**Scaling of the stretch energy**

Close to its equilibrium length a bond behaves as a spring, so twice the displacement costs four times the energy. A simple way to carry this quadratic law further is to choose a better yardstick for the displacement. If the change r − r₀ is divided by the present length r, rather than by the equilibrium length r₀, the estimate becomes

E ≈ A[(r − r₀)/r]² = A(1 − r₀/r)².

Here E is the energy above the minimum, and A is an energy that expresses the stiffness of the bond. These two constants, A and r₀, are all that the rule needs.

The limiting cases show what the change of yardstick does. For a small displacement r and r₀ hardly differ, and the formula is the ordinary parabola with force constant k = 2A/r₀². On compression the divisor shrinks and the energy climbs faster than the parabola; on stretching the divisor grows and the energy lags behind it. At a displacement of 10%, compression should therefore cost (1.1/0.9)², or about one and a half times, as much as stretching.

This asymmetry has a well-known physical origin. Pushing the atoms together steeply raises the repulsion between the nuclei and, where filled shells begin to overlap, the Pauli repulsion between their electrons. Pulling them apart reduces the overlap that binds them, so the restoring force grows more slowly than that of a spring and eventually fades. The formula imitates both tendencies without a third constant, but its particular dependence on 1/r is a convenience and not a derived law of force.

**Test on one Ga–H bond**

The table follows one Ga–H bond in the adduct of water with gallane, H₂O–GaH₃, while all other atoms stay in place. The column "stretch" is the bond length r.

Rigid scan of one Ga–H bond in gas-phase H₂O–GaH₃, calculated with Ansatz 0.2.0 and the def2-TZVPP basis, with all other atoms held at the PBE0-D4/def2-TZVP minimum. CCSD(T) and MP2 use frozen cores but correlate the Ga 3d shell. Energies at each level are relative to that level's energy at the PBE0-D4 minimum (the 1.582 Å row).

```csv
stretch (Å),CCSD(T) (eV),PBE0-D4 (eV),HF (eV),MP2 (eV),T1 diagnostic
1.423,0.1899,0.2029,0.2459,0.1669,0.012
1.455,0.1118,0.1222,0.1536,0.0931,0.012
1.501,0.0385,0.0452,0.0626,0.0265,0.012
1.555,0.0018,0.0040,0.0087,-0.0022,0.012
1.582,0.0000,0.0000,0.0000,0.0000,n/a
1.615,0.0110,0.0082,0.0031,0.0163,0.012
1.680,0.0670,0.0591,0.0478,0.0829,0.012
1.749,0.1660,0.1532,0.1397,0.1936,0.012
1.822,0.3031,0.2853,0.2739,0.3438,0.012
1.897,0.4682,0.4445,0.4405,0.5231,0.013
```

The asymmetry can be seen directly in the CCSD(T) column. The shortest bond, 1.423 Å, costs 0.190 eV, whereas 1.749 Å costs only 0.166 eV although it lies further from the minimum. A parabola centred on the minimum cannot give this order, whatever its stiffness.

A fit of the rule to all ten CCSD(T) energies gives, after rounding, A = 16.4 eV and r₀ = 1.575 Å. Two of these rows serve as worked examples; both were part of the fit. For the compressed bond at 1.423 Å the steps are:

- length ratio: 1.575/1.423 = 1.107
- bracket: 1 − 1.107 = −0.107
- square: 0.0114
- energy: 16.4 eV × 0.0114 = 0.187 eV

The calculation gives 0.190 eV. For the stretched bond at 1.749 Å the bracket is 0.0995 and its square 0.0099, so the estimate is 0.162 eV against a calculated 0.166 eV.

Over the whole table the rounded rule stays within 0.005 eV of CCSD(T), and within 5% wherever the energy exceeds 0.03 eV. A parabola with the same curvature and minimum reaches 0.69 eV at the longest bond, where CCSD(T) gives 0.47 eV. Refitting both constants of the parabola helps, but its typical error remains about nine times that of the rule. The gain thus comes from the shape of the curve and not from additional constants. The full comparison is in the printed output below.

The constants can also be found by hand. The square root of E, taken as negative for compression, is a straight line in 1/r, and two points fix a line. The rows at 1.455 and 1.822 Å alone give almost the same constants as the full fit. The other eight energies, which then played no part in the choice, are reproduced within 0.007 eV.

**What the constants mean and where they fail**

The length r₀ needs more care than A, because the energy depends on a small difference between two lengths. The table counts energies from the PBE0-D4 structure at 1.582 Å (the optimised bond is in fact about a thousandth of an ångström shorter, which matters little here), but the three central rows place the CCSD(T) minimum near 1.573 Å. Putting 1.582 Å into the rule raises its largest error from below 0.005 to 0.019 eV. For the same reason the rule is of little use within a few hundredths of an ångström of the minimum, where the energy itself is only a few thousandths of an electronvolt.

The same sensitivity helps in reading the other levels of theory. Relative to CCSD(T), PBE0-D4 is too high on every compressed row and too low on every stretched one, by at most 0.024 eV. This is the pattern of a curve whose minimum lies at a slightly longer bond. HF shows it more strongly, with a difference of up to 0.056 eV, while MP2 errs in the opposite direction by nearly as much. A shifted minimum does not account for the whole of these differences, since the curves also differ somewhat in shape. Still, an error in the bond length that a level of theory supplies passes directly into the estimate.

The constant A is tied to a familiar quantity, the stretching wavenumber. The fitted value corresponds to a force constant of 13.2 eV/Å² and, for hydrogen vibrating against gallium, to about 1900 cm⁻¹. Ga–H stretches are indeed found roughly there, as a recalled value and not one from the table. A could thus have been estimated from a spectrum, though less sharply: the energy follows the square of the wavenumber, so an error of 5% in one becomes about 10% in the other. An observed stretching band also usually lies somewhat below the harmonic wavenumber that belongs to k, which makes A too small.

The opposite limit, a very long bond, shows where the rule must end. As r grows, the bracket approaches one and the energy approaches A, here 16.4 eV, whereas breaking a Ga–H bond costs only about 3 eV (again a rough recalled value). The rule passes that energy near 2.8 Å and keeps rising, while the true curve has to level off. At 1.897 Å, the longest bond in the table, the estimate has changed from slightly too low to slightly too high. The errors of a fitted curve change sign in any case, so this alone is no sign of the failure.

A single electron configuration is a sound starting point for CCSD(T) over this range. The T1 diagnostic, a warning sign for molecules that one electron configuration describes poorly, stays at 0.012 to 0.013. That assurance would be lost well before the bond breaks, so a scan towards dissociation would need a different reference as well as a different formula. T1 says nothing about the basis set, however. The filled d shell of gallium is correlated here, and def2-TZVPP is not designed for that, so both constants carry a basis-set error that these data do not test.

In practice, divide the displacement by the present bond length, square the result, and multiply by A = ½kr₀². Take r₀ from the minimum of the very curve that is to be estimated. For this bond the recipe holds from 10% compression to 20% stretching; for another bond, one compressed and one stretched energy supply the constants, provided that both are counted from the minimum of that curve and lie well away from it. The rule has no separate constant for the asymmetry of the curve, however, and another bond may be more or less asymmetric than this one, so a third energy should be used as a test.

Output of the analysis:

```
fit of ccsd_t on 10 rows: coefficient of (1 - s/x)**2 16.39 +/- 0.069, s 1.575; rms 0.00235, worst 1.897 0.00403, leave-one-out rms 0.00419
fit of ccsd_t on 10 rows: coefficient of (x - s)**2 5.509 +/- 0.21, s 1.596; rms 0.0212, worst 1.749 -0.0368, leave-one-out rms 0.0397
Rule with A = 16.4 eV and r0 = 1.575 Å:
    row    1-r0/r    squared    rule_eV  CCSD(T)_eV     miss_eV  parabola_same_curvature_eV
  1.423   -0.1068    0.01141     0.1871      0.1899    -0.00278                      0.1527
  1.455  -0.08247   0.006802     0.1116      0.1118  -0.0002472                      0.0952
  1.501   -0.0493   0.002431    0.03986      0.0385    0.001361                      0.0362
  1.555  -0.01286  0.0001654   0.002713      0.0018    0.000913                    0.002644
  1.582  0.004425  1.958e-05  0.0003211           0   0.0003211                    0.000324
  1.615   0.02477  0.0006134    0.01006       0.011  -0.0009395                     0.01058
   1.68    0.0625   0.003906    0.06406       0.067   -0.002938                     0.07289
  1.749   0.09949   0.009897     0.1623       0.166   -0.003683                      0.2002
  1.822    0.1356    0.01838     0.3014      0.3031   -0.001702                      0.4033
  1.897    0.1697    0.02881     0.4725      0.4682    0.004321                      0.6855
Largest miss of the rounded rule, eV: 0.004321
Largest miss in rows above 0.03 eV, percent: 4.384
A from rows 1.455 and 1.822 alone, eV: 16.47
r0 from rows 1.455 and 1.822 alone, Å: 1.575
Largest miss of the other eight rows with these, eV: 0.006865
CCSD(T) minimum from a parabola through the three central rows, Å: 1.573
Largest miss with the PBE0-D4 length 1.582 as r0, eV: 0.01854
Force constant 2A/r0^2, eV/Å^2: 13.22
Stretching wavenumber from it, cm-1: 1902
Length at which the rule passes 3 eV, Å: 2.752
Largest HF difference from CCSD(T), eV: 0.056
Largest MP2 difference from CCSD(T), eV: 0.0549
Largest PBE0-D4 difference from CCSD(T), eV: 0.0237
```
